**Cosine-series and two-level analysis of the rigid H–N–Al–O torsion in H₂N–AlH–OH**

The table holds relative energies along a rigid torsion scan about the Al–N bond at HF, MP2, CCSD, CCSD(T) and wB97M-V in def2-TZVPP on a PBE0-D4/def2-TZVP structure, with the T1 diagnostic. The program fits Σ Vₙ(1 − cos nφ)/2 with one, two and four terms, and a two-level donor–acceptor form with coupling proportional to cos φ, to the nine twisted rows, and compares the methods row by row. The CCSD(T) curve is twofold with V₂ = 0.380 eV, a fourfold term of about −2 % of V₂, odd terms below 1 meV and a fitted top at 90°; the two-level form fits as well as two cosines, but its parameters trade against each other. MP2 and CCSD stay within 0.6 meV of CCSD(T), HF errs by up to 2.8 meV through the fourfold term, and wB97M-V is close to 0.962 times CCSD(T). The output also gives the planarity of the minimum, the correlation energies there and an order-of-magnitude torsional zero-point energy.

Calculated values. Rigid scan of the torsion H4-N1-Al2-O3 in gas-phase AlH4NO (SMILES [NH2][AlH][OH]; atoms numbered in SMILES order, hydrogens last), starting from the PBE0-D4/def2-TZVP minimum at 0.1°. All levels use the def2-TZVPP basis in Ansatz 0.2.0, with frozen cores in MP2, CCSD and CCSD(T). Energies are relative to that minimum at the same level.

## Analysis program

```python
# Table: rigid torsion scan H-N-Al-O of H2N-AlH-OH, relative energies (eV), Ansatz 0.2.0, def2-TZVPP,
# CCSD(T), CCSD, MP2, HF, wB97M-V on a PBE0-D4/def2-TZVP structure. Tested: cosine series
# sum Vn(1-cos n phi)/2, a two-level donor-acceptor form with coupling b*cos(phi), and method differences.
T = {
    'x': [0.1, 14.3, 34.3, 54.3, 74.3, 94.3, 114.3, 134.3, 154.3, 174.3],  # °
    'ccsd_t': [0.0, 0.0214, 0.1139, 0.2435, 0.3501, 0.3781, 0.3118, 0.1875, 0.0674, 0.0038],  # eV
    'wb97m_v': [0.0, 0.0207, 0.11, 0.2345, 0.3367, 0.3635, 0.2999, 0.1807, 0.0651, 0.0036],  # eV
    'hf': [0.0, 0.022, 0.1164, 0.2462, 0.3511, 0.3782, 0.3134, 0.1903, 0.0688, 0.0036],  # eV
    'mp2': [0.0, 0.0214, 0.1139, 0.2433, 0.3496, 0.3775, 0.3114, 0.1874, 0.0673, 0.0038],  # eV
    'ccsd': [0.0, 0.0215, 0.1143, 0.2438, 0.35, 0.3778, 0.3118, 0.1879, 0.0676, 0.0038],  # eV
    'err': [0.0, 0.0, 0.0, -0.0002, -0.0005, -0.0006, -0.0004, -0.0001, -0.0001, 0.0],  # eV
    't1': [None, 0.011, 0.011, 0.011, 0.011, 0.011, 0.011, 0.011, 0.011, 0.011],
}
import numpy as np
from scipy.optimize import curve_fit
from scipy import constants as C
x = np.array(T['x'], float); p = np.radians(x)
M = ['ccsd_t', 'ccsd', 'mp2', 'hf', 'wb97m_v']; nm = ['CCSD(T)', 'CCSD', 'MP2', 'HF', 'wB97M-V']
E = {k: np.array(T[k], float) for k in M}; R = E['ccsd_t']
B = lambda q, ns: np.array([(1 - np.cos(n*q))/2 for n in ns]).T
fit = lambda y, ns: np.linalg.lstsq(B(p[1:], ns), y[1:], rcond=None)[0]  # first row defines zero: not fitted
two = lambda q, D, b: 2*(np.sqrt(D*D/4 + b*b) - np.sqrt(D*D/4 + (b*np.cos(q))**2))
(D, b), cov = curve_fit(two, p[1:], R[1:], p0=[2.6, 0.73], maxfev=20000)
sets = [(2,), (2, 4), (1, 2, 3, 4)]
res = [1e3*(R - B(p, s) @ fit(R, s)) for s in sets] + [1e3*(R - two(p, D, b))]
print('rounding floor: 0.05 meV max, %.3f meV rms per entry; 0.1 meV max per difference' % (0.1/12**.5))
print('CCSD(T) table-model, meV: x, E, n=2, n=2,4, n=1-4, two-level (first row not fitted)')
for i in range(len(x)):
    print('%6.1f %6.1f %7.2f %7.2f %7.2f %7.2f' % (x[i], 1e3*R[i], *[r[i] for r in res]))
for l, r, c in zip(['n=2', 'n=2,4', 'n=1-4', 'two-level'], res, [fit(R, s) for s in sets] + [np.array([D, b])]):
    j = np.argmax(abs(r))
    print('%s: par/eV %s rms %.2f meV, worst %.2f at %.1f' % (l, np.round(c, 4), np.sqrt(np.mean(r[1:]**2)), r[j], x[j]))
print('two-level D,b correlation %.4f (they trade; no meaning)' % (cov[0, 1]/np.sqrt(cov[0, 0]*cov[1, 1])))
print('n=1-4 fit, meV: V1 V2 V3 V4 | V4/V2 % | top deg, top | model E(180) | rms')
g = np.radians(np.arange(60, 120, 0.05)); V = {}
for k, n in zip(M, nm):
    V[k] = fit(E[k], sets[2]); c = B(g, sets[2]) @ V[k]; r = E[k] - B(p, sets[2]) @ V[k]
    print('%-8s %5.2f %6.1f %5.2f %5.2f | %5.2f | %.1f %.1f | %.2f | %.2f' % (n, *(1e3*V[k]), 100*V[k][3]/V[k][1],
          np.degrees(g[c.argmax()]), 1e3*c.max(), 1e3*(V[k][0] + V[k][2]), 1e3*np.sqrt(np.mean(r[1:]**2))))
print('method-CCSD(T), meV: x, CCSD, MP2, HF, wB97M-V | wB97M-V/CCSD(T)')
for i in range(1, len(x)):
    print('%6.1f %5.1f %5.1f %5.1f %6.1f | %.3f' % (x[i], *[1e3*(E[k][i] - R[i]) for k in M[1:]], E['wb97m_v'][i]/R[i]))
s = E['wb97m_v'] @ R/(R @ R); t = R.argmax()
print('wB97M-V = %.4f*CCSD(T), worst residual %.2f meV' % (s, 1e3*abs(E['wb97m_v'] - s*R).max()))
print('error at top row, %:', ', '.join('%s %.2f' % (n, 100*(E[k][t]/R[t] - 1)) for k, n in zip(M[1:], nm[1:])))
print('CCSD(T)-HF: dV2 %.2f meV, dV4 %.2f meV' % tuple(1e3*(V['ccsd_t'] - V['hf'])[[1, 3]]))
kT = C.k*298.15/C.e
print('top row %.4f eV = %.1f kJ/mol = %.1f kT (298 K, kT %.1f meV)' % (R[t], R[t]*C.e*C.N_A/1e3, R[t]/kT, 1e3*kT))
# further outputs of the same runs at the minimum (eV; coordinates in A: N, Al, O, H4, H5, H on Al, H on O)
mp2c = -3.465974 - 11.2782; ccc = -15.25032; tri = -0.51645
print('correlation at minimum, eV: MP2 %.3f CCSD %.3f CCSD(T) %.3f; MP2 lacks %.3f' % (mp2c, ccc, ccc + tri, mp2c - ccc - tri))
print('largest change along scan / value at minimum: correlation 1 in %.0f, MP2 error 1 in %.0f'
      % (abs(ccc + tri)/abs(R - E['hf']).max(), (mp2c - ccc - tri)/abs(np.array(T['err'])).max()))
X = np.array([[-1.15, .35, -.57], [.33, .15, .36], [1.30, -1.19, -.02], [-1.46, -.27, -1.30],
              [-1.81, 1.10, -.44], [.72, 1.18, 1.50], [2.13, -1.38, .43]])
u = lambda v: v/np.linalg.norm(v)
ang = lambda a, o, c: np.degrees(np.arccos(u(X[a] - X[o]) @ u(X[c] - X[o])))
aN = [ang(1, 0, 3), ang(1, 0, 4), ang(3, 0, 4)]; aA = [ang(0, 1, 2), ang(0, 1, 5), ang(2, 1, 5)]
print('Al-N %.2f A; Al-N-H4 %.0f, Al-N-H5 %.0f, H-N-H %.0f, sum %.0f deg (about 1 deg rounding)' % (np.linalg.norm(X[0] - X[1]), *aN, sum(aN)))
print('N-Al-O %.0f, N-Al-H %.0f, O-Al-H %.0f, sum %.0f deg; out of plane max %.3f A'
      % (*aA, sum(aA), abs((X - X.mean(0)) @ np.linalg.svd(X - X.mean(0))[2][2]).max()))
ax = u(X[1] - X[0]); d2 = lambda i: np.sum(np.cross(X[i] - X[0], ax)**2)
I1 = d2(3) + d2(4); I2 = 16*d2(2) + d2(5) + d2(6); I = I1*I2/(I1 + I2)  # mass numbers 1 and 16
kk = sum(n*n*v/2 for n, v in zip(sets[2], V['ccsd_t']))
hw = C.hbar*np.sqrt(kk*C.e/(I*C.atomic_mass*1e-20))/C.e
print('crude rigid rotor: curvature %.2f eV/rad2, torsional zero point ~%.2f eV (order of magnitude)' % (kk, hw/2))
assert all(E[k].argmax() == t for k in M) and 80 < x[t] < 100
assert all(-0.05*V[k][1] < V[k][3] < 0 for k in M)
assert np.all(E['wb97m_v'][1:] < R[1:])
assert max(v for v in T['t1'] if v is not None) < 0.02
```

Running it gives:

```
rounding floor: 0.05 meV max, 0.029 meV rms per entry; 0.1 meV max per difference
CCSD(T) table-model, meV: x, E, n=2, n=2,4, n=1-4, two-level (first row not fitted)
   0.1    0.0   -0.00   -0.00   -0.00   -0.00
  14.3   21.4   -1.49   -0.07    0.02   -0.17
  34.3  113.9   -5.24   -0.29    0.04   -0.44
  54.3  243.5   -3.93   -0.46   -0.04   -0.30
  74.3  350.1    2.39   -0.23   -0.02   -0.22
  94.3  378.1    5.02    0.18    0.08    0.01
 114.3  311.8    0.15    0.22   -0.07    0.37
 134.3  187.5   -4.68    0.30   -0.04    0.33
 154.3   67.4   -3.16    0.51    0.13    0.32
 174.3    3.8    0.10    0.34   -0.08    0.33
n=2: par/eV [0.3752] rms 3.46 meV, worst -5.24 at 34.3
n=2,4: par/eV [ 0.3802 -0.0076] rms 0.32 meV, worst 0.51 at 154.3
n=1-4: par/eV [ 7.000e-04  3.801e-01 -3.000e-04 -7.700e-03] rms 0.07 meV, worst 0.13 at 154.3
two-level: par/eV [2.1646 0.6692] rms 0.30 meV, worst -0.44 at 34.3
two-level D,b correlation 0.9999 (they trade; no meaning)
n=1-4 fit, meV: V1 V2 V3 V4 | V4/V2 % | top deg, top | model E(180) | rms
CCSD(T)   0.75  380.1 -0.32 -7.72 | -2.03 | 90.0 380.3 | 0.43 | 0.07
CCSD      0.69  379.8 -0.30 -7.17 | -1.89 | 90.0 380.0 | 0.39 | 0.06
MP2       0.70  379.5 -0.31 -7.52 | -1.98 | 90.0 379.7 | 0.38 | 0.05
HF        0.40  380.3 -0.32 -4.86 | -1.28 | 90.0 380.4 | 0.08 | 0.05
wB97M-V   0.64  365.3 -0.27 -6.92 | -1.89 | 90.0 365.5 | 0.37 | 0.10
method-CCSD(T), meV: x, CCSD, MP2, HF, wB97M-V | wB97M-V/CCSD(T)
  14.3   0.1   0.0   0.6   -0.7 | 0.967
  34.3   0.4   0.0   2.5   -3.9 | 0.966
  54.3   0.3  -0.2   2.7   -9.0 | 0.963
  74.3  -0.1  -0.5   1.0  -13.4 | 0.962
  94.3  -0.3  -0.6   0.1  -14.6 | 0.961
 114.3   0.0  -0.4   1.6  -11.9 | 0.962
 134.3   0.4  -0.1   2.8   -6.8 | 0.964
 154.3   0.2  -0.1   1.4   -2.3 | 0.966
 174.3   0.0   0.0  -0.2   -0.2 | 0.947
wB97M-V = 0.9621*CCSD(T), worst residual 0.42 meV
error at top row, %: CCSD -0.08, MP2 -0.16, HF 0.03, wB97M-V -3.86
CCSD(T)-HF: dV2 -0.30 meV, dV4 -2.86 meV
top row 0.3781 eV = 36.5 kJ/mol = 14.7 kT (298 K, kT 25.7 meV)
correlation at minimum, eV: MP2 -14.744 CCSD -15.250 CCSD(T) -15.767; MP2 lacks 1.023
largest change along scan / value at minimum: correlation 1 in 5631, MP2 error 1 in 1704
Al-N 1.76 A; Al-N-H4 125, Al-N-H5 125, H-N-H 111, sum 360 deg (about 1 deg rounding)
N-Al-O 117, N-Al-H 121, O-Al-H 122, sum 360 deg; out of plane max 0.003 A
crude rigid rotor: curvature 0.70 eV/rad2, torsional zero point ~0.02 eV (order of magnitude)
```
